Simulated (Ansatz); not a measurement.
## Strength of the C–In bond: C2H3In → InH2 + C2H

Species: C2H3In `C#[C][InH2]`, singlet; InH2 `[InH2]`, doublet; C2H `[C]#C`, doublet. 

Shapes, held fixed at every level: PBE0-D4/def2-TZVP. Programs: Ansatz 0.2.0. The zero-point and thermal change to 298 K, harmonic and unscaled (PBE0-D4/def2-TZVP), is -11.4 kJ/mol.

| level | kind | ΔH(298 K) (kJ/mol) | CPU time (sum over the molecules) |
| --- | --- | --- | --- |
| HF/def2-SVP | Hartree–Fock | +315.8 | – |
| PBE-D4/def2-TZVPP | GGA | +438.8 | 9.3 s |
| r2SCAN-D4/def2-TZVPP | meta-GGA | +426.4 | 12 s |
| B3LYP-D4/def2-TZVPP | global hybrid | +434.5 | 8.9 s |
| PBE0-D4/def2-TZVPP | global hybrid | +440.4 | 6.2 s |
| r2SCAN0-D4/def2-TZVPP | global hybrid | +425.0 | 12 s |
| wB97X-V/def2-TZVPP | range-separated hybrid | +464.2 | 22 s |
| B2PLYP/def2-TZVPP | double hybrid | +445.0 | 11 s |

B2PLYP/def2-TZVPP gives ΔH(298 K) = +445.0 kJ/mol; the levels span +315.8 to +464.2. The median of the levels is +436.6. Hartree–Fock misses the correlation of the pair that is broken and comes out low. No measured value is set beside it here. Spin contamination: C2H (⟨S²⟩ up to 1.11). Open shells run unrestricted unless RO is named. For atoms past krypton def2 sets carry core potentials with scalar relativity. Correlated rows may include outer-core shells of In, which these sets cover unevenly. Times are processor times on shared x86 and Arm servers, and rough.

The density-functional levels all describe a strong C–In bond, even though indium's diffuse valence orbitals usually make for weak bonds to carbon. The reason lies largely in the ethynyl group. Its sp carbon binds through a compact, low-lying orbital rich in s character, which favours overlap and polarises the bond towards carbon. Homolysis leaves the odd electron in that same σ orbital, where the π system can do little to stabilise it. Donation from the triple bond into the empty In 5p orbital probably adds only a little.

Exact exchange by itself hardly matters: going from PBE to PBE0 raises the value slightly, while going from r2SCAN to r2SCAN0 lowers it slightly. The choice of parent functional matters more, and wB97X-V stands apart at +464.2 kJ/mol. The calculations therefore support a strong bond but not a finely resolved enthalpy. Resistance to homolysis also does not imply chemical inertness, since so polar a bond may still yield readily to protonolysis or ligand exchange, which avoid free radicals.
